Hf₂N is a metal in this non-magnetic r2SCAN calculation, so its bands cross the Fermi level. On a finite k mesh a sharp step from full to empty levels is awkward, and the step is therefore rounded over an occupation width $\sigma$. The table changes the shape and width of that rounding while the atoms stay fixed. Each value is a difference from a Gaussian rounding of 0.1 eV on the same mesh, not from a converged result.

Hf₂N (P4₂/mnm, six-atom cell, a = 5.313 Å, c = 3.242 Å) at fixed atoms, computed with Ansatz 0.2.0: scalar-relativistic plane-wave PAW, r2SCAN, no spin polarisation, 500 eV cutoff, 8×8×12 k mesh. The reference uses Gaussian occupations of width 0.1 eV. The energy, unlike the free energy, is taken at zero smearing; pressure is positive in compression.

| occupation rule | occupation width (eV) | energy less reference (meV/atom) | free energy less reference (meV/atom) | pressure less reference (GPa) |
| --- | --- | --- | --- | --- |
| Fermi-Dirac | 0.01 | -0.051 | 0.901 | -0.007 |
| Fermi-Dirac | 0.05 | -0.03 | -0.622 | 0.007 |
| Fermi-Dirac | 0.1 | -0.133 | -5.27 | 0.064 |
| Gaussian | 0.02 | -0.054 | 0.919 | -0.008 |
| Gaussian | 0.05 | -0.013 | 0.752 | -0.007 |
| Gaussian | 0.3 | -0.214 | -7.52 | 0.092 |
| Methfessel-Paxton | 0.02 | -0.055 | 0.944 | -0.009 |
| Methfessel-Paxton | 0.3 | -0.183 | 0.812 | -0.003 |
| cold | 0.01 | -0.051 | 0.946 | -0.01 |
| cold | 0.02 | -0.055 | 0.944 | -0.007 |
| cold | 0.3 | -0.224 | 1.43 | 0.014 |
| tetrahedron | 0 | -0.216 | 0.783 | -0.028 |

The free energy contains the entropy-like term that the rounding creates. The column "energy less reference" has this term removed by extrapolation to zero smearing.

**(a) A simple argument says that smearing lowers the free energy as the square of the width. Yet the Fermi-Dirac row at 0.1 eV lies 5.27 meV/atom below a Gaussian of the same width. Does this row break the pattern?**

Start from the sharp step and open it slightly. Only levels within about $\sigma$ of the Fermi level become partly filled, and their number is proportional to $D\sigma$, where $D$ is the density of states at the Fermi level. Each contributes an energy of order $\sigma$, so the effect grows as $D\sigma^2$. The factor in front depends on the shape of the rounding, because long tails reach levels further away.

That factor follows from seeing a rounded step as an average over sharp steps whose edges are shifted up and down. The average shift is zero, so the first effect comes from the mean square shift $M$. The quantity to average is the energy less the Fermi level times the number of electrons. Its curvature with respect to the Fermi level is $-D$, which gives, at a fixed number of electrons,

$$F \approx E_0 - \tfrac{1}{2} D M, \qquad M = \tfrac{1}{2}\sigma^2 \ \text{(Gaussian)}, \qquad M = \tfrac{\pi^2}{3}\sigma^2 \ \text{(Fermi-Dirac)}.$$

Here $F$ is the free energy and $E_0$ the energy at zero smearing. At equal $\sigma$ the Fermi-Dirac effect is $2\pi^2/3 \approx 6.6$ times the Gaussian one.

The reference run alone now allows an estimate for the Fermi-Dirac row. Its entropy term is 0.01198 eV for the six-atom cell. Half of this is paid back as a higher internal energy, so the reference is lowered by $0.01198/(2\times 6)$ eV, or 1.0 meV/atom. The Fermi-Dirac row should be lowered by 6.6 meV/atom, which puts it 5.6 below the reference, about 6 % more than the table gives.

The row therefore keeps to the pattern, and only the label "0.1 eV" misleads. A Fermi-Dirac width acts like a Gaussian width 2.6 times as large. A straight line in $M$, fitted to the six Gaussian and Fermi-Dirac rows, misses none of them by more than 0.03 meV/atom, as the output below the text shows. This is the smooth model against which a real break can be measured.

**(b) The Methfessel-Paxton and cold rules are built so that $M = 0$, and the tetrahedron rule has no width. All these rows should sit at the zero-width end of the line, 0.96 meV/atom above the reference. Which do not, and why?**

The zero-width end is positive because the reference itself is lowered by its own smearing. The narrow Methfessel-Paxton and cold rows lie within 0.02 meV/atom of it. The cold row at 0.3 eV stands 0.47 meV/atom too high, some sixteen times the largest miss among the fitted rows. Methfessel-Paxton at 0.3 eV and the tetrahedron row deviate the other way, by less than 0.2 meV/atom.

A mean square shift can vanish at a finite width only because these rules give some of the shifts a negative weight. The cause of the cold break lies in what remains once $M$ has been removed. Imagine first a perfectly flat density of states. Only the mean square shift can then matter, and the free energy would stay put at any width. Now let the density of states slope, so that there are more levels on one side of the Fermi level than on the other. A symmetric rounding samples both sides equally, and the leading effect of the slope on the free energy cancels.

Cold smearing is deliberately lopsided, which keeps the occupations from turning negative. It reaches further to one side than to the other, so the slope leaves a term that grows as $\sigma^3$. Such a term would be several thousand times smaller at 0.02 eV than at 0.3 eV, which fits the quiet narrow rows.

The wide Methfessel-Paxton row serves as the control, since it has the same width but a symmetric rounding. Its free energy agrees with its own zero-smearing energy to within a few thousandths of a meV/atom. In the cold row the free energy lies 0.66 meV/atom higher than the zero-smearing energy. The numbers thus show that the shape of the rounding makes the break and that width alone does not.

That the slope of the density of states is the agent is argued from theory. A slope of the order of one state per eV² in the cell would suffice, which is moderate beside the 2.3 states per eV that the fitted line implies. The density-of-states curve itself is not available, but the Fermi levels of the runs give a hint. On a slope, a Gaussian rounding must push the Fermi level towards the side with fewer levels to keep the number of electrons. Between Gaussian widths of 0.1 and 0.3 eV the level rises by 0.0065 eV, which would correspond to a density of states that falls by about 0.7 states per eV². A falling density is also what theory expects to raise the free energy under the usual cold rule, so the sign agrees. At narrower widths the level moves the other way, perhaps because of the mesh, so this is support and not proof. With a single wide cold row, the cubic growth is also untested.

The smearing term of 0.66 meV/atom is larger than the break of 0.47 because the zero-smearing energy of the same row has dropped by 0.19 relative to the line's end. A similar drop accounts for the smaller offsets of the Methfessel-Paxton and tetrahedron rows, which have practically no smearing term. The tetrahedron row is the weaker witness, because the program warns that its band table was not solved further. The wide Gaussian row shares it too, but there it is hidden in a fall of about 8 meV/atom.

This common drop may come from the mesh. A very narrow rounding counts the discrete levels of the mesh almost one by one, while a wide rounding or the tetrahedron rule smooths between them. The entropy term of the Gaussian row at 0.02 eV, taken alone, would imply only 1.5 states per eV instead of the 2.3 from the line, so the narrowest roundings do see the levels differently. That the mesh also causes the drop in energy is still a guess, and a calculation on a denser mesh would be needed to decide it.

**(c) At 0.3 eV the Gaussian rule shifts the pressure by 0.092 GPa, but its zero-smearing energy by only 0.2 meV/atom. Why does extrapolation rescue the energy and not the pressure, and does the choice of rule help?**

The pressure follows the free energy, because it measures how that quantity changes with volume. The extrapolation corrects the energy afterwards and leaves the pressure as it was. When the crystal expands, its bands narrow and the density of states at the Fermi level usually grows. Smearing then lowers the free energy more at larger volume, and the crystal pushes outwards.

If this is right, the pressure must rise in proportion to the same $M$ that ordered the free energies. Between their narrowest and widest rows, the Gaussian rule gives 2.23 GPa per eV² and the Fermi-Dirac rule 2.18. Two roundings of quite different shape thus agree within a few per cent. The slope corresponds to a density of states that grows by about 1.1 % for each per cent of volume, a value inferred from these pressures and not computed separately.

A rule with $M = 0$ should remove most of this push, and it does. The reference carries a small push of its own, so the fair start is the narrow row of each rule. From 0.02 to 0.3 eV the pressure rises by 0.021 GPa with cold smearing and by 0.006 GPa with Methfessel-Paxton, against 0.1 GPa with the Gaussian rule. The tetrahedron pressure is left out of this comparison, because the program warns that its derivatives may miss part of the energy slope.

A small pressure shift does not guarantee small shifts in the separate stresses, since pressure averages over directions. In the wide cold row the stress along the $a$ axes rises by 0.045 GPa, while that along $c$ falls by the same amount. The Gaussian row at 0.02 eV differs from the reference in the opposite sense, by 0.037 GPa along $a$ and 0.053 along $c$, so the effect is not special to cold smearing. For a cell relaxation the separate stresses should therefore be compared, and on a denser mesh as well. For energies on this mesh the choice matters little, as every zero-smearing value lies within about 0.2 meV/atom of the reference.

Output of the analysis:

```
fit of free_energy_less_reference on 6 rows (fam): constant 0.9596 +/- 0.013, coefficient of v -188.8 +/- 0.55; rms 0.0194, worst Fermi-Dirac 0.0287, leave-one-out rms 0.0316
  rows outside the fit (model, value, miss): Methfessel-Paxton 0.9596, 0.944, 0.0156; Methfessel-Paxton 0.9596, 0.812, 0.148; cold 0.9596, 0.946, 0.0136; cold 0.9596, 0.944, 0.0156; cold 0.9596, 1.43, -0.47; tetrahedron 0.9596, 0.783, 0.177
Free energy against the line:
                row  width_eV  second_moment_eV2  line_meV_atom  value_less_line  free_less_zero_smearing_energy
        Fermi-Dirac      0.01           0.000329         0.8975          0.00347                        -0.04642
        Fermi-Dirac      0.05           0.008225        -0.5933         -0.02865                           -1.59
        Fermi-Dirac       0.1             0.0329         -5.252         -0.01765                          -6.135
           Gaussian      0.02             0.0002         0.9219        -0.002885                        -0.02542
           Gaussian      0.05            0.00125         0.7236          0.02838                         -0.2334
           Gaussian       0.3              0.045         -7.537          0.01734                          -8.304
  Methfessel-Paxton      0.02                  0         0.9596         -0.01565                       0.0005833
  Methfessel-Paxton       0.3                  0         0.9596          -0.1476                       -0.003417
               cold      0.01                  0         0.9596         -0.01365                       -0.001417
               cold      0.02                  0         0.9596         -0.01565                       0.0005833
               cold       0.3                  0         0.9596           0.4704                          0.6556
        tetrahedron         0                  0         0.9596          -0.1766                       0.0005833
Gaussian width equivalent to a Fermi-Dirac width of 1 (ratio): 2.565
Lowering of the reference free energy by its own smearing (meV/atom): 0.9984
Density of states from the slope of the line (states/eV per cell, both spins): 2.266
Same from the entropy term of Gaussian 0.02 eV (states/eV per cell): 1.518
Cold 0.3 eV, free energy above the line (meV/atom): 0.4704
Cold 0.3 eV, break over largest miss inside the fit (ratio): 16.42
Cold 0.3 eV, part of the break from the zero-smearing energy (meV/atom): -0.1852
Cold 0.3 eV, one third of the negative entropy term as a rise (meV/atom): 0.6522
Slope of density of states needed for cold 0.3 eV, order of magnitude (states/eV2 per cell): 1.23
Pressure rise per second moment, Gaussian 0.02 to 0.3 eV (GPa/eV2): 2.232
Pressure rise per second moment, Fermi-Dirac 0.01 to 0.1 eV (GPa/eV2): 2.18
Percent growth of density of states per percent of volume, from the Gaussian slope: 1.125
```
